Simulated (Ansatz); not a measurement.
## Ligand exchange: C4H9Br + GeH3Br → C4H10 + GeH2Br2

Species: C4H9Br `CC(C)(C)Br`, singlet; GeH3Br `[GeH3][Br]`, singlet; C4H10 (isobutane) `CC(C)C`, singlet; GeH2Br2 `[Br][GeH2][Br]`, singlet. The partners trade Br for H: C–Br and Ge–H bonds give way to C–H and Ge–Br.

Shapes, held fixed at every level: PBE0-D4/def2-TZVP. Programs: Ansatz 0.2.0. The zero-point and thermal change to 298 K, harmonic and unscaled (PBE0-D4/def2-TZVP), is +9.1 kJ/mol.

```tsv
level	kind	ΔH(298 K) (kJ/mol)	less CCSD(T)/def2-TZVPP
HF/def2-TZVPP	Hartree–Fock	-119.7	-21.4
SPW92/def2-TZVPP	LDA	-93.3	+5.0
B3LYP-D4/def2-TZVPP	global hybrid	-105.2	-6.9
BHLYP-D4/def2-TZVPP	global hybrid	-110.9	-12.6
PBE0-D4/def2-TZVPP	global hybrid	-106.5	-8.2
wB97M-V/def2-TZVPP	range-separated hybrid	-102.9	-4.6
MP2/def2-SVP	perturbation theory	-101.8	-3.5
CCSD(T)/def2-TZVPP	coupled cluster or CI	-98.3	0.0
```

The highest level, CCSD(T)/def2-TZVPP, gives ΔH(298 K) = -98.3 kJ/mol; the levels span -119.7 to -93.3. The column of differences is taken from that level and isn't an error. No measured value is set beside it here. Relativity is left out for Br, Ge. Outer-core shells of Br, Ge are correlated in most correlated rows, in sets that cover them unevenly.

Bromine's transfer from carbon to germanium is strongly exothermic at every level, so the direction of the exchange doesn't depend on the electronic-structure treatment. The driving force is the mismatch in bond preferences. Germanium is more electropositive than carbon and gains more from a polar bond to bromine, while carbon's compact valence orbitals overlap well with hydrogen 1s and make a strong C–H bond. Relief of crowding at the tertiary carbon probably adds a smaller contribution.

Hartree–Fock exaggerates the exothermicity, giving -119.7 kJ/mol against -98.3 kJ/mol with coupled cluster in the same basis. Electron correlation therefore stabilises the reactants more than the products, perhaps partly through contacts between bromine and the methyl groups that are lost in isobutane. The density functionals all recover much of this effect, and only LDA overshoots it, making the reaction less exothermic than coupled cluster does. The closeness of MP2 to coupled cluster can't be credited to its treatment of correlation alone, since its smaller basis may offset part of the difference.
